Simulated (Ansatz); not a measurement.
P: energy change per atom and pressure as volume scale varies

All results are calculated (Ansatz 0.2.0). Plane-wave DFT, scalar-relativistic PAW made under PBE with cores redone for the functional, no dispersion; the given relaxed cell is scaled uniformly, energy at zero smearing counts from the unscaled cell, pressure at the given Fermi-Dirac smearing is positive in compression.

The cell before it is scaled or strained (space group Cmce, No. 64):
```
cell vectors (Å)
   1.6762    -5.0391     0.0000
   1.6762     5.0391     0.0000
   0.0000     0.0000     4.0387
atoms (fractions of the cell vectors)
P   0.10755  0.89245  0.93232
P   0.60755  0.39245  0.56768
P   0.89245  0.10755  0.06768
P   0.39245  0.60755  0.43232
```

Settings of every row: spin polarised no; functional LDA; wave cutoff 420 eV; smearing width 0.05 eV; k mesh 9x9x7.

Atom starting moment: 0 on all atoms.

Limits: a layered crystal: even scaling strains the bonds within the layers, so this curve is stiffer than the crystal under pressure; bonds stretch with the cell, so the curve is stiffer than the relaxed crystal.

```csv
row,volume scale,V (Å³/atom),energy change per atom (meV),pressure (GPa)
1,0.88,15.01,88.39,15.39
2,0.92,15.692,?,?
3,0.96,16.374,8.09,4.07
4,1.04,17.739,8.03,-3.52
5,1.08,18.421,29.05,-6.28
6,1.12,19.103,60.73,-8.55
```

Question: what energy change per atom and pressure should row 2 give?

Worked fit of energy change per atom. Take u = (V_r/V)^(2/3) − 1 with V_r = 17.739 Å³ an atom, which is twice the finite (Eulerian) strain; such expansions in the strain, on which the Birch-Murnaghan equation of state is built, carry the rest volume and the bulk modulus. The shown rows have u = 0.1178, 0.05483, 0, -0.02484, -0.04819. Least squares give energy change per atom = 7.884 − 581.685 × u + 10735.5 × u² meV; a straight line predicts inner rows, each left out in turn, worse (root mean square 36 against 0.29 meV). The rows lie off it by 0.05, -0.17, 0.15, 0.09, -0.12 (root mean square 0.12 meV). Its lowest point lies at u = 0.0271, or V = 17.04 Å³ an atom, and the curvature there gives the bulk modulus at fixed shape and fractions, B = (4/9)(1 + u)² E″(u)/V = 94.6 GPa. Letting shape and atoms relax would as a rule lower it, by much in layered, chain or molecular crystals. The withheld row has u = 0.08518, so the fit gives 7.884 − 581.685 × (0.08518) + 10735.5 × (0.08518)² = 36.23 meV.

The calculation gave 36.2 meV. The fit lies 0.03 meV (0.037 % of the column's range) above it; its largest miss of a shown row is 0.17 meV.

Worked fit of pressure. Take u = (V_r/V)^(2/3) − 1 with V_r = 17.739 Å³ an atom, which is twice the finite (Eulerian) strain; such expansions in the strain, on which the Birch-Murnaghan equation of state is built, carry the rest volume and the bulk modulus. The shown rows have u = 0.1178, 0.05483, 0, -0.02484, -0.04819. Least squares give pressure = −3.53 + 120.238 × u + 342.21 × u² GPa; a straight line predicts inner rows, each left out in turn, worse (root mean square 1.1 against 0.038 GPa). The rows lie off it by 0.01, -0.02, 0.01, 0.03, -0.02. The pressure vanishes at u = 0.0272, or V = 17.04 Å³ an atom, and there the bulk modulus at fixed shape and fractions is B = −V dP/dV = (2/3)(1 + u) dP/du = 95.1 GPa. Letting shape and atoms relax would as a rule lower it, by much in layered, chain or molecular crystals. The withheld row has u = 0.08518, so the fit gives −3.53 + 120.238 × (0.08518) + 342.21 × (0.08518)² = 9.19 GPa.

The calculation gave 9.21 GPa. The fit lies 0.02 GPa (0.084 % of the column's range) below it; its largest miss of a shown row is 0.03 GPa.
